\section*{Statement}

A mask lies in the plane $z=0$ of a K\"ohler illuminator. The projection lens reduces by $M$, has image-side numerical aperture $\mathrm{NA}$ and works in air at wavelength $\lambda=2\pi/k$. Lateral positions $\mathbf r$ are given at wafer scale, so the physical distance on the mask is $\mathbf r_m=M\mathbf r$. Illumination directions are labelled by $\mathbf s$, normalised so that $|\mathbf s|=1$ is the rim of the projection pupil. The effective source $S(\mathbf s)\ge 0$ is the irradiance delivered to the mask per unit area $d^2s$. Fields are scalar and vary as $e^{-i\omega t}$. If different source points are mutually uncorrelated and the light is quasi-monochromatic, the normalised equal-time correlation of the field depends on $\mathbf r=\mathbf r_1-\mathbf r_2$ alone:
\begin{equation}
\mu(\mathbf r)=\frac{\langle U(\mathbf r_1)U^*(\mathbf r_2)\rangle}{\langle|U|^2\rangle}
=\frac{\int S(\mathbf s)\,e^{ik\,\mathrm{NA}\,\mathbf s\cdot\mathbf r}\,d^2s}{\int S(\mathbf s)\,d^2s}.
\label{vcz}
\end{equation}
This is the theorem of van Cittert (1934) and Zernike (1938) in the form it takes under K\"ohler illumination. With $v=k\,\mathrm{NA}\,r$ and $\Lambda(u)=2J_1(u)/u$, a uniform disc of radius $\sigma$ and a uniform annulus $\sigma_i\le s\le\sigma_o$ give
\begin{align}
\mu_{\rm disc}&=\Lambda(\sigma v),\label{disc}\\
\mu_{\rm ann}&=\frac{\sigma_o^2\Lambda(\sigma_o v)-\sigma_i^2\Lambda(\sigma_i v)}{\sigma_o^2-\sigma_i^2}.\label{ann}
\end{align}
The disc result first vanishes at $\sigma v=3.8317$, that is at $r=0.61\,\lambda/(\sigma\,\mathrm{NA})$ at wafer scale and $M$ times farther on the mask itself. This length is the scale on which neighbouring features are lit by strongly correlated fields. It is not a cutoff, since side lobes of both signs follow and fall off only as $v^{-3/2}$. The bandwidth of the light does not appear in Eq.~\eqref{vcz}.

\section*{Proof}

In K\"ohler illumination the source lies in the front focal plane of the condenser, so each source point becomes a plane wave at the mask. The mask-side aperture is $\mathrm{NA}/M$, and the wave $\mathbf s$ has transverse wavevector $k(\mathrm{NA}/M)\mathbf s$. Its phase at $\mathbf r_m=M\mathbf r$ is $k\,\mathrm{NA}\,\mathbf s\cdot\mathbf r$, in which $M$ has cancelled. Over the field where all waves overlap with uniform amplitude,
\begin{equation}
U(\mathbf r)=\int a(\mathbf s)\,e^{ik\,\mathrm{NA}\,\mathbf s\cdot\mathbf r}\,d^2s,\qquad
\langle a(\mathbf s)a^*(\mathbf s')\rangle=S(\mathbf s)\,\delta^2(\mathbf s-\mathbf s').
\end{equation}
In $\langle U(\mathbf r_1)U^*(\mathbf r_2)\rangle$ the delta function removes one integral and leaves the phase $k\,\mathrm{NA}\,\mathbf s\cdot(\mathbf r_1-\mathbf r_2)$. Setting $\mathbf r_1=\mathbf r_2$ gives the uniform irradiance $\int S\,d^2s$, and the ratio is Eq.~\eqref{vcz}. An axial displacement of the mask multiplies each $a(\mathbf s)$ by a phase factor, which leaves $S$ unchanged. No small-angle step is used, because $\mathbf s$ is proportional to the direction cosines.

For a source with rotational symmetry the angular integral is $\int_0^{2\pi}e^{ivs\cos\phi}d\phi=2\pi J_0(vs)$. The identity $\frac{d}{ds}[sJ_1(vs)/v]=sJ_0(vs)$ then gives
\begin{equation}
\mu=\frac{2}{\sigma_o^2-\sigma_i^2}\int_{\sigma_i}^{\sigma_o}J_0(vs)\,s\,ds
=\frac{2\,[\sigma_oJ_1(\sigma_ov)-\sigma_iJ_1(\sigma_iv)]}{v\,(\sigma_o^2-\sigma_i^2)},
\end{equation}
which is Eq.~\eqref{ann}, and Eq.~\eqref{disc} for $\sigma_i=0$. Near the origin $\mu\simeq1-\langle s^2\rangle v^2/4$ with $\langle s^2\rangle=(\sigma_o^2+\sigma_i^2)/2$.

A direct observable follows. Two equal point apertures in a thin mask, separated by $\mathbf d$, send into the pupil point $\mathbf s'$ the intensity
\begin{equation}
I(\mathbf s')=2+2\mu(\mathbf d)\cos(k\,\mathrm{NA}\,\mathbf s'\cdot\mathbf d)
\label{young}
\end{equation}
for real $\mu$, in units of the intensity from one aperture. The fringe visibility is $|\mu|$, and the sign of $\mu$ decides whether the pupil centre is a maximum or a minimum.

\section*{Setting}

The given inputs are $\lambda=193$~nm, $\mathrm{NA}=0.85$, $\sigma_i=0.55$ and $\sigma_o=0.85$. Two typical values are added as inputs: $M=4$, and a laser line of Gaussian shape with full width at half maximum $\Delta\lambda=0.3$~pm. Atomic units are used ($\hbar=1$, $c=137.036$, lengths in bohr). Then
\begin{equation}
\lambda=3647.2,\qquad \omega_0=\frac{2\pi c}{\lambda}=0.23608,\qquad k\,\mathrm{NA}=1.4643\times10^{-3},
\end{equation}
and $\Delta\lambda/\lambda=1.5544\times10^{-6}$ gives $\Delta\omega=\omega_0\Delta\lambda/\lambda=3.6696\times10^{-7}$. The questions are the distance over which $\mu$ falls to $1/e$, and the value of $\mu$ for two apertures $d=200$~nm apart at wafer scale, which is $3779.5$~bohr, or $15118$~bohr on the mask.

\section*{A wrong attempt}

The argument of this section is wrong and its result must not be used. Its lines are labelled W1 to W3 so that the fault can be located.

W1. The normalised spectrum $g(\omega)\propto\exp[-4\ln2\,(\omega-\omega_0)^2/\Delta\omega^2]$ has the temporal degree of coherence
\begin{equation}
\gamma(\tau)=\int g(\omega)e^{-i\omega\tau}d\omega=e^{-i\omega_0\tau}\,e^{-\tau^2/\tau_e^2},\qquad
\tau_e=\frac{4\sqrt{\ln2}}{\Delta\omega}.
\label{gam}
\end{equation}
This gives $\tau_e=9.075\times10^{6}$ and a coherence length $L=c\tau_e=1.244\times10^{9}$~bohr.

W2. Two mask points are coherent if light can cross from one to the other within the coherence time, so (wrong)
\begin{equation}
\mu_{\rm wrong}(r_m)=|\gamma(r_m/c)|=e^{-r_m^2/L^2}.
\label{wrong}
\end{equation}

W3. For the aperture pair $1-\mu_{\rm wrong}=(15118/L)^2=1.5\times10^{-10}$. The wrong answer is that coherence extends over $L\approx66$~mm on the mask, that $\mu(d)=+1$ for practical purposes, and that Eq.~\eqref{young} shows fringes of unit visibility with intensity 4 at the pupil centre.

\section*{The symptom}

Equation~\eqref{wrong} contains neither $\sigma_i$, $\sigma_o$ nor NA. It predicts the same coherence for every illuminator setting, and complete coherence for any source once $\Delta\lambda\to0$. A sharper test is to invert it. By Eq.~\eqref{vcz}, $\mu$ and $S$ are a Fourier pair, and the two-dimensional transform of $e^{-M^2r^2/L^2}$ is
\begin{equation}
S_{\rm implied}(s)\propto\exp\!\left[-\left(\frac{k\,\mathrm{NA}\,L\,s}{2M}\right)^{2}\right].
\end{equation}
Its $1/e$ radius is $2M/(k\,\mathrm{NA}\,L)=4.4\times10^{-6}$. The attempt has described a point source on the axis, where the annulus emits nothing. Such a source images a grating only if the first orders enter the pupil, which needs a pitch $p\ge\lambda/\mathrm{NA}=227.1$~nm. With the annulus, a zero order at $\mathbf s$ and a first order displaced by $\lambda/(p\,\mathrm{NA})$ both pass for some source points as long as $\lambda/(p\,\mathrm{NA})\le1+\sigma_o$, that is down to $p=122.7$~nm. The attempt erases the resolution gain for which the annulus is chosen.

\section*{The faulty line}

W1 is correct, and W3 is correct arithmetic. The fault is W2. The function $\gamma(\tau)$ compares one beam with a delayed copy of itself, whereas $\mu(\mathbf r)$ compares two points across many beams at one instant. The relation between them appears when the plane-wave sum is written for a band of frequencies, with different frequencies uncorrelated, the same spectrum at every source point and the same directions at every frequency. The wave $(\mathbf s,\omega)$ has phase $\omega(\mathrm{NA}\,\mathbf s\cdot\mathbf r/c-t)$, and with $\int S\,d^2s=1$
\begin{equation}
\frac{\langle U(\mathbf r_1,t+\tau)U^*(\mathbf r_2,t)\rangle}{\langle|U|^2\rangle}
=\int S(\mathbf s)\,\gamma\!\left(\tau-\frac{\mathrm{NA}\,\mathbf s\cdot\mathbf r}{c}\right)d^2s .
\label{full}
\end{equation}
Line W2 departs from Eq.~\eqref{full} at $\tau=0$ in two ways. The lesser one is the delay. No light runs along the mask from one point to the other; the illumination arrives within $\sin\theta=\sigma_o\mathrm{NA}/M=0.181$ of the normal, and the delay is $\mathrm{NA}\,\mathbf s\cdot\mathbf r/c$, which differs from one source point to the next and takes both signs. The decisive one is that W2 takes the modulus of $\gamma$ before summing over the source. This discards the carrier $e^{-i\omega_0\tau}$ of Eq.~\eqref{gam} and keeps the envelope. Spatial coherence is lost through the carrier, because contributions of nearly unit modulus arrive with different phases and cancel. For the aperture pair the largest path difference is $\sigma_o\mathrm{NA}\,d=144.5$~nm. The carrier phase then ranges over $\pm4.704$~rad, while the envelope departs from unity by at most $(\sigma_o\mathrm{NA}\,d/L)^2=4.8\times10^{-12}$. Taking the modulus first is legitimate only for a single source point.

\section*{The mended calculation}

Inserting Eq.~\eqref{gam} into Eq.~\eqref{full} at $\tau=0$, with $\omega_0/c=k$, gives
\begin{equation}
\mu(\mathbf r)=\int S(\mathbf s)\,e^{ik\,\mathrm{NA}\,\mathbf s\cdot\mathbf r}\,e^{-(\mathrm{NA}\,\mathbf s\cdot\mathbf r/L)^2}d^2s .
\end{equation}
Replacing the envelope by unity returns Eq.~\eqref{vcz}, and this is the whole content of the quasi-monochromatic condition. Since $1-e^{-x}\le x$ and the average of $s_x^2$ over a symmetric source is $\langle s^2\rangle/2$, the change caused by the bandwidth obeys
\begin{equation}
|\delta\mu|\le\frac{\langle s^2\rangle}{2}\left(\frac{\mathrm{NA}\,r}{L}\right)^{2}.
\label{bound}
\end{equation}
Here $\langle s^2\rangle=0.5125$, and at $r=d$ the bound is $1.7\times10^{-12}$. The envelope would matter only near $r=L/(\sigma_o\mathrm{NA})\approx91$~mm at wafer scale.

With $\sigma_o^2=0.7225$, $\sigma_i^2=0.3025$ and $\sigma_o^2-\sigma_i^2=0.42$, Eq.~\eqref{ann} reads
\begin{equation}
\mu(v)=\frac{0.7225\,\Lambda(0.85v)-0.3025\,\Lambda(0.55v)}{0.42}.
\end{equation}
It falls to $1/e$ at $v=2.463$, or $r=1682$~bohr. Its first zero is the first positive root of $0.85J_1(0.85v)=0.55J_1(0.55v)$, at $v=3.409$, or $r=2328$~bohr $=0.5425\,\lambda/\mathrm{NA}$. For the aperture pair $v=5.534$, the arguments are $4.704$ and $3.044$, and
\begin{equation}
\mu(d)=\frac{0.7225\,(-0.1190)-0.3025\,(0.2119)}{0.42}=-0.357 .
\end{equation}
The two apertures are lit by partly anticorrelated fields. The fringes of Eq.~\eqref{young} have period $2\pi/v=1.135$ in pupil units and visibility $0.357$, with a minimum of $1.29$ at the centre and maxima at $s'=\pm0.568$ along $\mathbf d$, inside the pupil.

Converted to SI, the $1/e$ radius is $89.0$~nm at wafer scale ($356$~nm on the mask) and the first zero is at $123.2$~nm ($493$~nm on the mask). A full disc of $\sigma=0.85$ would have its first zero at $162.9$~nm, so the disc rule applied to the outer radius overstates the central lobe: removing the centre of the source raises $\langle s^2\rangle$ and narrows $\mu$. At large $v$, $J_1(x)\simeq\sqrt{2/\pi x}\cos(x-3\pi/4)$ gives the side lobes the asymptotic envelope
\begin{equation}
|\mu|\lesssim\frac{2\sqrt{2/\pi}\,(\sqrt{\sigma_o}+\sqrt{\sigma_i})}{\sigma_o^2-\sigma_i^2}\,v^{-3/2}=6.32\,v^{-3/2},
\end{equation}
which is still $0.043$ at $r=1~\mu$m, where $v=27.67$. Proximity effects therefore reach well past the first zero, and in the image they also involve the point-spread function of the projection lens. The photon energy $\omega_0$ is $6.424$~eV, $\tau_e$ is $0.22$~ns and $L$ is $66$~mm; the last two carry no more than these figures, because $\Delta\lambda$ is only a typical value.

\section*{Size of the error}

\begin{center}
\begin{tabular}{lccc}
\hline
quantity & wrong & correct & error\\
\hline
$1/e$ range on the mask & $66$ mm & $356$ nm & factor $1.8\times10^{5}$\\
$\mu$ at $d=200$ nm & $+1$ & $-0.357$ & $+1.36$, wrong sign\\
pupil-centre intensity & $4$ & $1.29$ & factor $3.1$\\
smallest imaged pitch & $227.1$ nm & $122.7$ nm & factor $1.85$\\
\hline
\end{tabular}
\end{center}

The first row scales as $1/\Delta\lambda$, while the other three are insensitive to the bandwidth assumed: any line narrow enough to make $L$ much larger than the aperture spacing gives the same wrong entries. The true influence of the bandwidth on $\mu(d)$, bounded by Eq.~\eqref{bound}, is more than eleven orders of magnitude below the value of $|\mu(d)|$. Bandwidth does act on the image, but by another route: a projection lens with longitudinal chromatic aberration focuses each wavelength in a slightly different plane, and the image is an intensity sum over these planes. That sum modifies the pupil function, which carries the focus, and leaves the mask-plane coherence as given by Eq.~\eqref{vcz}.